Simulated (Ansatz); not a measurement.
## C: a film clamped to a substrate

Computed with Ansatz, DFT r2SCAN, scalar-relativistic, plane waves, PAW. The runs took a 500 eV cutoff, a Γ-centred 12×12×6 mesh and Gaussian smearing (0.05 eV). No spin polarisation. Energies are free energies at this smearing, counted from the undisturbed cell; pressure is positive in compression.

The undisturbed cell (relaxed at this level):

```xyz
4
Lattice="2.5032 0.0000 0.0000 -1.2516 2.1678 0.0000 0.0000 0.0000 4.1689" Properties=species:S:1:pos:R:3 pbc="T T T"
C     0.0000    1.4452    0.2615
C     1.2516    0.7226    2.3460
C     0.0000    1.4452    1.8229
C     1.2516    0.7226    3.9074
```

The cell (4 atoms, V0 = 22.62 Å³) is strained by p along both x and y and by q along z, fractional coordinates fixed. τp = (1/V0) ∂E/∂p = (σxx + σyy)(1 + p)(1 + q) and τq = (1/V0) ∂E/∂q = σzz(1 + p)², with tension positive.

```csv
p,q,ΔE (meV/atom),τp (GPa),τq (GPa)
0.000,0.000,0.00,-0.02,0.01
-0.040,0.000,83.65,-124.45,-1.34
0.040,0.000,68.52,92.31,0.14
0.000,-0.040,42.30,-0.69,-63.07
0.000,0.040,34.60,0.54,46.65
```

Get the second derivatives of the energy density.

Central differences give A = ∂τp/∂p = 2709 GPa (C11 + C22 + 2 C12), C = ∂τq/∂q = 1371 GPa (C33) and the cross term B = ∂τq/∂p = 18.5 GPa (C13 + C23); ∂τp/∂q = 15.4 GPa must equal B, and any difference shows higher-order terms. Steps this large leave an error of some per cent of A or C in all of these, which can swamp a small B. The ions are clamped.

A film of this crystal grows with z along the normal on a substrate that imposes p. How does its thickness respond, and what does the misfit cost?

Count p and q from the stress-free cell. A free surface needs τq = 0, so q = −(B/C) p = -0.01 p. The energy density left is (A − B²/C) p²/2 = M p², with the biaxial modulus M = 1355 GPa; a misfit of 1 % costs 4.78 meV/atom, against 4.78 meV/atom if the thickness were held.

At p = 0.080 the energies along q are 437.1 (q = -0.080), 291.3 (q = -0.040), 248.6 (q = 0.000), 282.2 (q = 0.040), 371.6 (q = 0.080) meV/atom.

Does the linear rule hold at this misfit?

A parabola through the lowest point and its neighbours has its minimum at q = 0.002, 248.5 meV/atom. With the stress left in the starting cell, τp0 and τq0, linear elasticity gives q = −(τq0 + Bp)/C = -0.001 and E = V0(τp0 p + τq0 q + Ap²/2 + Bpq + Cq²/2)/N = 306.0 meV/atom. The energies differ by more than a tenth, so the quadratic law fails here: the gap holds the anharmonic part, with some error from the wide steps. Cubic terms also shift the vertex of so wide a parabola.

Forces appear on the atoms along this scan, and letting them relax would lower the energy and soften the response.

The cell is lonsdaleite, hexagonal diamond, and its film barely changes thickness under misfit: freeing the normal direction recovers almost none of the elastic energy. This follows from the directional sp3 network. Stretching the inclined bonds in the plane favours contraction along z, but the stiff tetrahedral angles oppose it, and the two contributions to the cross term nearly cancel. Bonds parallel to z add to the resistance along the normal.

In both directions compression costs more than equal extension, as expected when bonds meet steep repulsion on shortening and weaken on stretching. The same asymmetry explains why the energy at large tensile misfit falls below the harmonic estimate. The normal stress is also uneven, at -1.34 GPa for in-plane compression but only 0.14 GPa for equal tension, which suggests that the Poisson coupling fades as the film is stretched. The slight thickening at the largest misfit is too small to establish auxetic behaviour. Because the coupling is a small remainder of opposing terms, relaxation of the layer puckering could change it proportionally far more than the main stiffnesses.
